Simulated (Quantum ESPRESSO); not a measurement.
# Work function, top-layer force and surface energy of unrelaxed V(100) films of 3 to 8 layers with PBE and PBEsol

A slab thickness has to be chosen for modelling a vanadium (100) film, for instance as a metal contact, where the work function $\Phi$ enters the alignment of levels and the surface forces set the relaxation. Too few layers falsify the result, and too many waste computing time.

**Problem.** Given films of 3 to 8 layers with atoms held at bulk places, find the thickness at which each property settles. $\Phi$ is counted from the Fermi level up to the vacuum level outside the slab. The force on the top atom is negative when it points into the film. The excess energy is counted from bulk layers and covers both faces, so half of it is the surface energy per 1×1 cell. The comparison is between thicknesses and between two functionals; the table has no measured row.

## Calculations

Quantum ESPRESSO 7.5 (pw.x), driven by a script. Symmetric 1×1 slabs of V(100) (bcc) at the tabulated measured lattice constant, atoms at bulk places, 7.5 Å of empty space on each side as the script builds them, with open boundaries by the effective screening medium. Mesh 10×10×1 for all thicknesses, Marzari-Vanderbilt smearing of 0.02 Ry, spin-paired, no spin-orbit coupling. PBE, GBRV ultrasoft: cutoffs 40 and 200 Ry; PBEsol, GBRV ultrasoft: cutoffs 40 and 200 Ry. The excess energy is the slab's energy less the number of layers times the slope of a straight line through the thicker slabs; it is twice the surface energy per cell.

Notes on method and selection:

- Confinement between the two faces quantises the states along the normal, so values can oscillate with thickness.
- The measured lattice constant is no functional's own, which adds to the force.
- Measured work functions of the rebuilt (100) and (110) faces of Au, Pt and Ir, of Ta(111), and of polycrystals are not set beside the runs.
- Runs in which the search for lower states was switched off are not listed.
- Runs that did not converge, have known faults or may not be shown are not listed, and runs on Ansatz's PAW sets soft_1 and soft_2 are kept to separate tables.

Columns:

- layers: number of atomic layers.
- Φ (eV): work function: vacuum level outside the slab less the Fermi level.
- force (eV/Å): force on the top atom along the outward normal; negative pulls it inwards.
- excess energy (meV): excess energy of the slab, both faces, per 1×1 cell.

## Computed values

| member | layers | Φ (eV), PBE, GBRV ultrasoft | Φ (eV), PBEsol, GBRV ultrasoft | force (eV/Å), PBE, GBRV ultrasoft | force (eV/Å), PBEsol, GBRV ultrasoft | excess energy (meV), PBE, GBRV ultrasoft | excess energy (meV), PBEsol, GBRV ultrasoft |
| --- | --- | --- | --- | --- | --- | --- | --- |
| 3 layers | 3 | 3.798 | 3.875 | −1.415 | −1.764 | 3187 | 3590 |
| 4 layers | 4 | 3.849 | 3.926 | −0.906 | −1.250 | 3195 | 3602 |
| 5 layers | 5 | 3.837 | 3.910 | −1.248 | −1.599 | 3127 | 3534 |
| 6 layers | 6 | ? | 3.904 | ? | −1.598 | ? | 3539 |
| 7 layers | 7 | 3.846 | 3.923 | −1.175 | −1.520 | 3161 | 3568 |
| 8 layers | 8 | 3.842 | 3.918 | −1.202 | −1.548 | 3178 | 3585 |

Cells marked ? are withheld until the estimate has been made.

## The trend and its physics

**Solution.** The work function settles first. With PBE, the 3-layer film lies 3.842 − 3.798 = 0.044 eV below the 8-layer film, while the PBE values shown from 4 layers on span only 3.849 − 3.837 = 0.012 eV. With PBEsol the span from 4 to 8 layers is 3.926 − 3.904 = 0.022 eV. A metal screens its surface dipole within about a layer, so each face soon becomes independent of the other. Confinement along the normal still shifts levels through the Fermi energy as layers are added, which can give the small, non-monotonic changes that remain.

The force is more demanding. At 4 layers the PBE value is weaker than at 8 layers by 1.202 − 0.906 = 0.296 eV/Å, although $\Phi$ differs by only 0.007 eV. Between 7 and 8 layers the PBE force still changes by 1.202 − 1.175 = 0.027 eV/Å. A 4-layer film is therefore adequate for $\Phi$ to a few hundredths of an eV, but not for the force.

All the forces point inwards, as expected where the top atom has lost its outer neighbours and the remaining bonds strengthen. PBEsol pulls harder by about 0.35 eV/Å at every thickness where both are shown. It favours a smaller lattice constant than PBE, so the fixed measured lattice is more stretched for it.

At 8 layers the PBE surface energy is 3178 / 2 = 1589 meV per cell. The excess energy shows no net drift from 4 to 8 layers, but this is no sign of convergence. The least-squares slope of the PBEsol values is proportional to −2 × 3602 − 3534 + 3568 + 2 × 3585 = 0, just what results if the bulk line was fitted to these same slabs. An error of 10 meV per layer in that line would move the 8-layer excess by 8 × 10 = 80 meV, more than the 68 meV spanned by the column.

## An estimate before looking

Plain estimates from the members shown:

- 6 layers (PBE, GBRV ultrasoft), straight-line interpolation between 5 layers and 7 layers: w = (6 − 5) / (7 − 5) = 0.500, so 3.837 + 0.500 × (3.846 − 3.837) = 3.841 eV
- 6 layers (PBE, GBRV ultrasoft), from its own PBEsol, GBRV ultrasoft value plus the mean shift PBE, GBRV ultrasoft − PBEsol, GBRV ultrasoft over the other 5 members (−0.076, standard deviation 0.0015): 3.904 − 0.076 = 3.828 eV

The PBE work function of the 6-layer film can be estimated from its neighbours in thickness or from the PBEsol run on the same film. Both routes can be tried on shown values.

Interpolation between 5 and 7 layers, applied to PBEsol, gives (3.910 + 3.923) / 2 = 3.917 eV, against a calculated 3.904 eV. It misses by 0.013 eV because a straight line cannot follow a dip at 6 layers.

The shift between functionals is much steadier. PBE minus PBEsol is −0.077, −0.077, −0.073, −0.077 and −0.076 eV for 3, 4, 5, 7 and 8 layers. The hardest test is the 5-layer film: the mean shift of the other four, −0.077 eV, predicts 3.910 − 0.077 = 3.833 eV, against 3.837 eV, a miss of 0.004 eV.

This steadiness has a physical basis. Both functionals are applied to the same atomic positions, lattice constant and mesh, so effects of confinement and sampling should be nearly common to both. The dip at 6 layers should then appear in PBE as well, and the second route is chosen:

$\Phi$ = 3.904 − 0.076 = 3.828 eV.

No further correction is added. The scatter of the five shifts is just under 0.002 eV, and allowing for the uncertainty of their mean leaves a standard deviation of about 0.002 eV. The estimate assumes that both functionals reach the same kind of electronic state at 6 layers.

**Committed estimate, 6 layers (PBE, GBRV ultrasoft): Φ = 3.828 ± 0.002 eV.**

## Check

| member | level | layers | Φ (eV) | force (eV/Å) | excess energy (meV) |
| --- | --- | --- | --- | --- | --- |
| 6 layers | PBE, GBRV ultrasoft | 6 | 3.834 | −1.239 | 3133 |

| member | estimate | Φ (eV) | computed | estimate − computed | miss in error bars |
| --- | --- | --- | --- | --- | --- |
| 6 layers (PBE, GBRV ultrasoft) | committed | 3.828 | 3.834 | −0.006 | 3.0 |
| 6 layers (PBE, GBRV ultrasoft) | interpolation | 3.841 | 3.834 | +0.007 |  |
| 6 layers (PBE, GBRV ultrasoft) | shift from PBEsol, GBRV ultrasoft | 3.828 | 3.834 | −0.006 |  |

The estimate of 3.828 eV lies 0.006 eV below the computed 3.834 eV, three error bars away. It did no better in practice than interpolation, which missed by 0.007 eV on the other side.

The error bar was too narrow. The trial on the 5-layer film had already missed by 0.004 eV, twice the error later quoted. With the new row, the six shifts between the functionals run from −0.077 to −0.070 eV and scatter by 0.003 eV, which would have been a fairer error.

The expected dip at 6 layers does appear in PBE, but it is shallower. Measured from the mean of the 5- and 7-layer films, it is (3.837 + 3.846) / 2 − 3.834 = 0.0075 eV, against (3.910 + 3.923) / 2 − 3.904 = 0.0125 eV with PBEsol. An effect of confinement or of the shared mesh would give such a common dip. The assumption that it would have the same depth in both functionals failed. A slightly different filling of levels near the Fermi energy is one possible reason.

## Outliers

The 3-layer film stands out in $\Phi$. With PBE it lies 3.834 − 3.798 = 0.036 eV below the next lowest value, and PBEsol also puts it lowest. Only one layer separates its two surface layers, so the faces are probably not yet independent.

The 4-layer film stands out in the force. Its PBE value of −0.906 eV/Å is weaker than the next weakest, at 7 layers, by 1.175 − 0.906 = 0.269 eV/Å. PBEsol gives nearly the same gap, 1.520 − 1.250 = 0.270 eV/Å, which speaks against a chance fault in one run. Confinement can change the filling of bonding and antibonding d states near the Fermi energy, and so weaken the inward pull at one thickness. The 10×10×1 mesh, common to all the films, could contribute an error of the same sign in both functionals.

## Summary

From 5 to 8 layers the PBE work function stays within 0.012 eV and the force within 1.248 − 1.175 = 0.073 eV/Å. Five layers therefore serve for $\Phi$ to about 0.01 eV, while a force needed more closely than 0.1 eV/Å calls for a check at several thicknesses. The PBE excess energy still varies by 3178 − 3127 = 51 meV for both faces over this range, so it cannot be called settled. Estimating a missing PBE work function from its PBEsol partner missed by 0.006 eV in the one blind test, so an accuracy better than that should not be claimed.

For a contact whose barrier follows $\Phi$ fully, 0.012 eV changes the thermionic current at room temperature, where the thermal energy is 0.026 eV, by a factor of exp(0.012 / 0.026) = 1.6.

An important omission for the surface energy is relaxation. If the stiffness $k$ of the top layer is assumed to be roughly 8 eV/Å², $F^2/(2k)$ gives 1.2² / (2 × 8) = 0.09 eV per face. Relaxation would thus lower the excess energy by roughly 0.2 eV for both faces, more than its whole PBE spread of 68 meV.
